## Squeezing a magnet

Squeeze a magnetic solid and its moment ought to shrink. Closer atoms overlap more, the bands widen, and it costs more energy to keep electrons unpaired. At high enough pressure the moment may collapse, often with a sudden loss of volume.

In this PBE+U calculation of MoSe the moment on molybdenum does fall under compression, from 3.20 μB at volume ratio 1 to 2.83 μB at 0.8. Yet the moment of the whole cell is 4.00 μB in every row. The molybdenum atom loses spin while the crystal keeps all of it.

Zincblende MoSe (2-atom cell, conventional a = 6.247 Å at volume ratio 1), scaled evenly in volume at fixed fractional positions, each point started from preset moments. Ansatz 0.2.0, scalar-relativistic plane-wave PAW, PBE+U (effective U 4.38 eV on Mo 4d), collinear spin, cutoff 420 eV, k mesh 12×12×12, Gaussian smearing 0.1 eV. Pressure is positive in compression.

| volume ratio | energy above lowest (meV/atom) | pressure (GPa) | cell moment (μB) | largest site moment (μB) |
| --- | --- | --- | --- | --- |
| 0.8 | 267.1 | 17.54 | 4.00 | 2.83 |
| 0.86 | 112.9 | 9.93 | 4.00 | 2.95 |
| 0.92 | 31.8 | 4.62 | 4.00 | 3.06 |
| 0.96 | 7.1 | 2.01 | 4.00 | 3.13 |
| 1 | 0.0 | -0.04 | 4.00 | 3.20 |
| 1.04 | 6.8 | -1.66 | 4.00 | 3.26 |
| 1.1 | 36.6 | -3.45 | 4.00 | 3.35 |
| 1.18 | 101.9 | -5.00 | 4.00 | 3.46 |

The volume ratio compares each cell with the reference cell. The cell moment is the surplus of up-spin over down-spin electrons, with 1 μB for each surplus electron. The largest site moment is the part of that surplus found in the region around molybdenum.

## Why the total stands still

Each band holds one electron of each spin per cell. Suppose that the down-spin electrons fill a whole number of bands, with an energy gap above them. A change of volume then shifts and reshapes these bands, but their electron count stays the same as long as the Fermi level, the energy up to which states are filled, lies inside the gap. Since the total number of electrons is fixed, the number of up-spin electrons is fixed too.

The count can be done by hand for the 30 electrons that the calculation treats. The filled down-spin bands descend from Mo 4s and 4p and from Se 3d, 4s and 4p, taken in that order:

- down-spin electrons: 1 + 3 + 5 + 1 + 3 = 13
- up-spin electrons: 30 − 13 = 17
- cell moment: 17 − 13 = 4 μB

This count has no adjustable constant and agrees with all eight rows. The crystal is a metal, and a metal has no general reason to keep a whole-number moment. That it does so at every volume points to a half-metal, which conducts through its up-spin electrons only. The down-spin gap is inferred from this constancy. Spin–orbit coupling, absent here, would mix the two spins and blur the exact integer a little.

## Where the spin goes

The count fixes how much spin there is, but not where it sits. Between ratios 0.8 and 1.04 the molybdenum moment rises by 0.43 μB. Over the same stretch selenium, whose small moment points the other way, becomes more negative by 0.16 μB, and the spin outside both atomic regions falls by 0.27 μB. The three changes cancel. The exact shares depend on how space is divided between the atoms, so the direction of the shift matters more than its size.

The orbital populations show the same shift in another way. From ratio 0.8 to 0.92, down-spin charge leaves the Mo 4d orbitals (−0.10 electrons) and builds up in Se 4p (+0.07). Up-spin charge does the reverse: Mo 4d gains 0.03 and Se 4p loses 0.05. Expansion thus sorts the spins, up towards molybdenum and down towards selenium.

This sorting gives only part of the rise. Over the same stretch the moment of the Mo 4d orbitals grows by 0.13 μB, but the site moment grows by 0.23 μB. The rest is probably spin of the same orbitals that lies outside the atomic region in the tight cell and inside it in the wide one. If the region is drawn larger in a larger cell, part of this gain is mere bookkeeping; the outputs do not say how it is drawn.

## A bond that loosens

The sorting is what a loosening covalent bond would give. In the filled down-spin bands the Se 4p orbitals mix with the empty Mo 4d orbitals, which places some down-spin charge on molybdenum and cancels part of its moment. This mixing depends on overlap, which fades quickly with distance. As the cell expands, the down-spin charge retreats to selenium and the molybdenum moment grows.

The neutral atoms show where such sorting would lead. A free molybdenum atom has six unpaired electrons and a free selenium atom has two. Bonding pairs two of the six with the two on selenium and leaves four. If the bonds are pulled apart with the spins still opposed, the sum is again 6 − 2 = 4. The total is therefore the same for tight and for loosened pairs, while the site moments differ.

A purely ionic picture, Mo²⁺ with four d electrons beside closed-shell Se²⁻, also gives 4 μB. It fails on the site moments, because a closed shell would leave selenium without spin. The calculated selenium moment instead grows on expansion.

## The same thing in hydrogen

The hydrogen molecule is the simplest case of this kind. Near its normal length both electrons share the bond and neither atom has a moment. When the molecule is stretched far enough, a spin-polarised calculation of this type puts the up-spin electron on one atom and the down-spin electron on the other. Two opposed site moments appear, although the total remains zero.

The likeness covers only the paired electrons. MoSe has four further electrons that stay unpaired throughout, and its bonds loosen only in part over this scan. In real stretched hydrogen the two arrangements of the spins are equally likely, so the fixed site moments are a feature of the method. Some of the opposed moment on selenium may have the same origin, which these runs do not test.

## The pressure of a single state

If the moment collapsed somewhere in the scan, the cell moment would drop below 4 μB, and a sudden collapse would probably also show as a break in the pressure curve. Neither happens. The pressure, positive in compression, falls at every step from 17.5 GPa at ratio 0.8 to −5.0 GPa at 1.18. No row is irregular, and the smooth curve fits a single electronic state.

Its shape comes from ordinary bonding. Under compression the filled shells are pushed into each other, and their repulsion rises steeply; under tension the attraction fades gradually. The stiffness, meaning the pressure needed for a given relative change of volume, falls from about 105 GPa in the most compressed step to 22 GPa in the most stretched one. This is the main reason why a compression by 20 % costs 267 meV per atom and a stretch by 18 % only 102. The output below the text gives the steps in between and confirms that the work done by the pressure matches these energies to within a few per cent.

## What a collapse would take

A true collapse must move electrons from up-spin bands into the empty down-spin bands above the gap. Stronger compression widens all bands and could bring the lowest of these empty states down to the Fermi level, but at what pressure is a guess. The Hubbard term U pushes empty d states up in energy and so helps to protect the large moment; how much of the resistance to collapse, and of the moment on molybdenum, is owed to it is untested. The search for lower states was also light, so a state of smaller moment could lie lower, most plausibly at the compressed end. With a single molybdenum atom in a cell held cubic, antiferromagnetic order and distortions of the lattice were not tested either. The zincblende crystal is itself a model: the familiar selenide of molybdenum is the layered MoSe₂.

For a neighbouring compound with ferromagnetic order the reasoning starts with the down-spin bands. If they are exactly full and a gap lies above them, the cell moment should stay fixed under moderate pressure, while the metal's own moment may shrink as its bonds tighten. A falling site moment is then no proof of a collapse; it takes a fall in the cell moment to signal one.

Numerical output:

```
Bond length and stiffness over the step from the row before:
   row  Mo-Se distance in Å  stiffness in GPa
   0.8                2.511               n/a
  0.86                2.572             105.2
  0.92                2.631             78.74
  0.96                2.668             61.33
   1.0                2.705             50.22
  1.04                2.741              41.3
   1.1                2.792             31.91
  1.18                2.858             22.08
Down-spin electrons if these shells are full: 13
Cell moment from this count (μB): 4
Neutral atoms with opposed spins, Mo 6 less Se 2 (μB): 4
Lengthening of the bond over the whole scan (%): 13.83
Rise of the Mo moment over the whole scan (μB): 0.63
Rise of the Mo moment over the whole scan (%): 22.26
Change of Mo moment from 0.8 to 1.04 (μB): 0.43
Change of Se moment from 0.8 to 1.04 (μB): -0.1582
Spin outside the atomic regions at 0.8 (μB): 1.324
Spin outside the atomic regions at 1.04 (μB): 1.052
Change of spin outside the atomic regions (μB): -0.2718
Total spin of the regions with net down spin at 0.8 (μB): 0.1815
Total spin of the regions with net down spin at 1.04 (μB): 0.356
Mo 4d up population, change from 0.8 to 0.92: 0.0323
Mo 4d down population, change from 0.8 to 0.92: -0.1005
Se 4p up population, change from 0.8 to 0.92: -0.0479
Se 4p down population, change from 0.8 to 0.92: 0.0683
Share of the Mo 4d moment gain due to lost down spin (%): 75.68
Mo 4d electrons in all at 0.8: 4.976
Mo 4d electrons in all at 0.92: 4.908
Work of pressure between 0.8 and 1 (meV/atom): 272.5
Work against tension between 1 and 1.18 (meV/atom): 99.9
Energy at 0.8 over energy at 1.18: 2.621
Stiffness between 0.96 and 1.04 (GPa): 45.85
```
